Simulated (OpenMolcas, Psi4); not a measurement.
## A ladder of methods for C2H5GeN (SMILES C1=[N][GeH2][CH2]1)

The species is C2H5GeN (9 atoms), meant as a singlet with charge 0. SMILES: `C1=[N][GeH2][CH2]1`. The shape is that of a PBE0-D4/def2-TZVP optimisation.

Quantity: the dipole moment, in D. The values are calculated.

```json
{"level": "HF/def2-SVP", "kind": "Hartree–Fock", "program": "OpenMolcas", "value (D)": "2.71", "CPU time": "16 s"}
{"level": "SVWN5/def2-SVP", "kind": "LDA", "program": "OpenMolcas", "value (D)": "2.39", "CPU time": "57 s"}
{"level": "revPBE/def2-SVP", "kind": "GGA", "program": "OpenMolcas", "value (D)": "2.29", "CPU time": "54 s"}
{"level": "M06-L/def2-SVP", "kind": "meta-GGA", "program": "OpenMolcas", "value (D)": "2.44", "CPU time": "63 s"}
{"level": "TPSS/def2-SVP", "kind": "meta-GGA", "program": "OpenMolcas", "value (D)": "2.33", "CPU time": "73 s"}
{"level": "B3LYP/def2-SVP", "kind": "global hybrid", "program": "OpenMolcas", "value (D)": "2.39", "CPU time": "83 s"}
{"level": "BHLYP/def2-SVP", "kind": "global hybrid", "program": "OpenMolcas", "value (D)": "2.53", "CPU time": "76 s"}
{"level": "PBE0-D4/def2-SVP (density fitting)", "kind": "global hybrid", "program": "Psi4", "value (D)": "2.44", "CPU time": "12 s"}
```

All-electron rows without a relativistic Hamiltonian named are non-relativistic. The values span 2.29 to 2.71 D. Magnitudes only. CPU times are rough (shared hosts, several kinds of processor): they show what a rung costs within a factor of a few.

The ring is clearly polar at every level. Nitrogen is more electronegative than both of its ring neighbours, so the Ge–N and C=N bonds are polarised towards it, and its in-plane lone pair probably adds to the moment. Hartree–Fock gives the largest value, 2.71 D, and revPBE the smallest, 2.29 D. Since the geometry is shared, this spread reflects the electron density and not structural relaxation.

Among the hybrids the dipole grows with the share of exact exchange, from B3LYP through PBE0 to BHLYP, probably because exact exchange favours a more localised, more ionic charge distribution. The semilocal functionals don't all fall below the hybrids, however: SVWN5 matches B3LYP and M06-L matches PBE0, so exact exchange alone doesn't fix the order. Nor does the moment change steadily from LDA through GGA to meta-GGA. With the same small basis throughout, agreement between functionals says nothing about basis-set convergence, and the lack of diffuse functions could shift all the values together.
